Q: I pull one hydrogen away from PH₃ and hold the rest of the molecule rigid. At every step restricted Hartree–Fock (RHF) lies further above CASSCF, although I am still following the same two bonding electrons. What goes wrong?

PySCF 2.14.0 calculations with RHF, broken-symmetry UHF and CASSCF (two electrons in two orbitals), all in the 6-31G(d) basis, for neutral singlet PH₃ in the gas phase. One P–H bond is stretched with the other atoms held at their GFN2-xTB geometry. Spin squared is from UHF, and the weak-orbital occupation is from the CASSCF natural orbitals.

| bond length (Å) | CASSCF energy over its lowest point (eV) | RHF energy over CASSCF (eV) | UHF energy under RHF (eV) | spin squared | first weak orbital occupation |
| --- | --- | --- | --- | --- | --- |
| 1.270 | 0.323 | 0.335 | 0.000 | 0.000 | 0.014 |
| 1.380 | 0.000 | 0.389 | 0.000 | 0.000 | 0.019 |
| 1.520 | 0.037 | 0.474 | 0.000 | 0.000 | 0.029 |
| 1.660 | 0.327 | 0.576 | 0.000 | 0.000 | 0.044 |
| 1.860 | 0.898 | 0.752 | 0.000 | 0.000 | 0.077 |
| 2.140 | 1.687 | 1.069 | 0.262 | 0.498 | 0.152 |
| 2.480 | 2.411 | 1.577 | 1.111 | 0.816 | 0.296 |
| 3.040 | 2.992 | 2.620 | 2.568 | 0.970 | 0.589 |
| 3.860 | 3.174 | 3.996 | 4.092 | 1.008 | 0.859 |

A: Think first of the far end, where the bond has become two neutral fragments, H and PH₂, with one electron of the old pair on each. RHF must put both electrons into one orbital, and that orbital spreads over both fragments. Each electron then chooses its side without regard to the other, so about half the time both sit on the same side. That is an ion pair, which costs several electronvolts more than two neutral fragments. The error of nearly 4 eV in the longest row is chiefly this cost, weighted by how often it is paid.

In the bonded molecule the shared orbital is a good start, because moving freely between the two sides is what binds the pair. CASSCF gives the pair a second orbital, which I read as the antibonding partner. Mixing in a little of the configuration with both electrons in that orbital cancels part of the ionic character. The weak orbital, the less filled of the two, holds 0.014 electrons in the shortest row and 0.859 in the longest. At full separation it would hold one.

Q: At 1.38 Å the weak orbital holds only 0.019 electrons, yet RHF is already 0.389 eV too high. How can so few electrons matter so much?

A: The energy follows the amplitude of the second configuration, and the occupation follows the square of that amplitude. A weight of one per cent means an amplitude of about one tenth, and one tenth of a large coupling is a sizeable energy.

To make this quantitative, let the two configurations lie $2D$ apart in energy and be coupled by $K$. Let $r$ be the size of the upper amplitude divided by the lower one, and $n$ the occupation of the weak orbital. The two-by-two problem gives

$$r=\sqrt{\frac{n}{2-n}},\qquad \sqrt{D^2+K^2}-D=Kr,\qquad \frac{D}{K}=\frac{1-r^2}{2r}.$$

The middle expression is the energy gained by mixing. I set it equal to the RHF error, which assumes that RHF and CASSCF use the same orbitals. At 1.38 Å, $r$ is 0.098, so $K$ is 0.389 eV divided by 0.098, or about 4 eV.

Q: You obtained $K$ from the error it is meant to explain. What does that teach me about the trend?

A: One row teaches little, but the comparison of rows does. When $K$ is worked out in this way for each length, it stays between 3.7 and 4.6 eV, while the RHF error grows twelvefold. The coupling is therefore not the main cause of the growth. What changes most is $D$: the distance $2D$ between the configurations shrinks from tens of electronvolts near the bonded length to about one at the far end.

The two limits show why this matters. When $D$ is much larger than $K$, the gain is about $K^2/(2D)$, so the upper configuration is too remote to help much. When $D$ vanishes, the gain becomes $K$ itself. Stretching moves the molecule from the first limit towards the second, because the splitting of bonding and antibonding orbitals depends on the overlap of the fragments, and that overlap dies away.

In the stretched bond $K$ also has a simple meaning: it is half the cost of turning two neutral fragments into an ion pair. This cost depends mainly on how compact the fragment orbitals are, so it survives when the overlap fades. It even rises towards the end, by 0.8 eV from 2.48 to 3.86 Å. The ions attract each other less as they move apart, and half the loss of attraction between two point charges over that range would be about 1 eV. The similar size supports this explanation but does not single it out.

Q: Unrestricted Hartree–Fock (UHF) lets the two electrons use different orbitals. Why does it give exactly the RHF energy up to 1.86 Å and then leave it?

A: Letting the electrons lean towards opposite sides has a benefit and a price. They meet less often on one fragment, which saves ionic energy, but each also moves less freely across the bond, which costs binding. In a short bond the price is higher, so the best choice is still one shared orbital. The electrons part only when the binding has become weak enough.

For two equal sites, a fair picture of P–H because the two elements attract electrons about equally, let $S$ be the overlap of the two electrons' orbitals. Relative to neutral fragments, the energy is

$$E(S)=KS^2-DS.$$

The first term is the ionic cost and the second is the binding. The minimum lies at $S=D/(2K)$, but an overlap cannot exceed one. As long as $D$ is larger than $2K$, the electrons therefore stay together at $S=1$, which is RHF.

The onset is at $D=2K$. In the CASSCF mixing this corresponds to a weak occupation of $1-2/\sqrt5$, or about 0.11. Interpolating the occupations in the table puts that value near 1.97 Å. The UHF results agree: the symmetry is intact at 1.86 Å and broken at 2.14 Å. No stability test is reported, however, so a missed lower UHF solution at 1.86 Å is not strictly excluded.

Q: Can the same picture tell me how far UHF departs from RHF once it has started?

A: Yes. Take 2.48 Å, where the weak occupation is 0.296 and the RHF error is 1.577 eV. These two values fix the model:

$$r=\sqrt{\frac{0.296}{1.704}}=0.4168,\qquad K=\frac{1.577}{0.4168}=3.78\ \text{eV},\qquad S=\frac{1-0.1737}{4\times0.4168}=0.496.$$

Putting the best $S$ back into $E(S)$ shows that UHF should lie $K(1-S)^2$ below RHF:

$$3.78\times(0.504)^2=0.96\ \text{eV}.$$

The calculation gives 1.111 eV. No UHF result entered the estimate, so this is a real test of the picture. In all four rows with broken symmetry the model gives too small a lowering, by 0.11 to 0.15 eV. That hurts most at 2.14 Å, where the model gives only 0.15 eV of the computed 0.262 eV. The spin squared fits badly there too: the model gives 0.36, the calculation 0.498. Just after the onset the picture is therefore only qualitative. A likely reason is that real UHF reshapes every orbital of the molecule, while the model moves only the bonding pair.

Q: At 3.04 Å the spin squared is 0.970, which looks like a broken bond. But the weak orbital holds only 0.589 electrons. Is the bond broken or not?

A: Not completely, and the occupation is the better guide. A pure singlet has a spin squared of zero. A value of one marks an equal mixture of singlet and triplet, which is what a single determinant becomes when one spin sits on each fragment. UHF reaches that state too early.

The model shows how. Near separation $D/K$ is small. The weak occupation then falls short of one by about $D/K$, whereas the spin squared, $1-S^2$, falls short by only $(D/2K)^2$. At 3.04 Å $D/K$ is still about 0.45, which is plain to see in the occupation, but its half squared is only about 0.05. A spin squared close to one can therefore hide a good deal of remaining pairing.

Q: The height of UHF above CASSCF also behaves oddly. It grows at first, then shrinks, and at 3.86 Å UHF is the lower of the two. Why?

A: At first UHF is RHF, so it shares the growing RHF error. Just after the onset it has gained little, and at 2.14 Å it is 1.069 − 0.262 = 0.807 eV above CASSCF, the largest value among these rows. Further out it is freed from the ionic cost and the gap closes.

The far limit shows how the gap closes. The remaining binding is $D^2/(2K)$ for the correlated singlet but only $D^2/(4K)$ for UHF, because half of the UHF state is a triplet that does not bind. Both energies vanish as the fragments separate. For the bonding pair alone, UHF should thus approach CASSCF from above and never cross it.

The crossing must come from electrons outside the pair. At 3.86 Å UHF lies 4.092 − 3.996 = 0.096 eV below CASSCF, and its spin squared is 1.008. One pair alone can reach at most one in this picture, so other electrons have joined in. CASSCF keeps them strictly paired here, whereas UHF lets those on PH₂ adjust separately to the unpaired spin beside them. This spin polarisation is the natural explanation of the lower energy, although the table does not isolate its size. The lower energy does not make UHF the better singlet.

Q: Which curve should I use for the energy needed to break the bond?

A: None of them as a final value, but their differences are instructive. From 1.38 to 3.86 Å the energy rises by 6.781 eV in RHF, 3.174 eV in CASSCF and 2.689 eV in UHF. The RHF rise is inflated by the ion pair that it cannot remove.

UHF errs in the other direction relative to CASSCF, and mostly because of the bonded end. There it lacks the correlation of the pair and starts 0.389 eV too high; at the far end it finishes 0.096 eV lower. Together these make up the difference of 0.485 eV between the two rises. A good end point does not give a good energy difference if the starting point is poor.

The CASSCF rise has its own limits as a bond energy. It correlates only one pair, PH₂ cannot relax, and the curve still climbs by 0.18 eV over the last step. Its zero is the lowest of the lengths calculated, not an optimised minimum.

Q: If I stretch another single bond between similar partners, what should I look for?

A: Compare the binding that the pair gains by sharing an orbital with the cost of putting both electrons on one side. While the binding dominates, RHF is a reasonable start and UHF has no reason to leave it. As the overlap fades, the weak occupation passes about a tenth and the two should part. After that, follow the occupation to see how much of the bond is left, because the UHF spin will announce the break too soon.
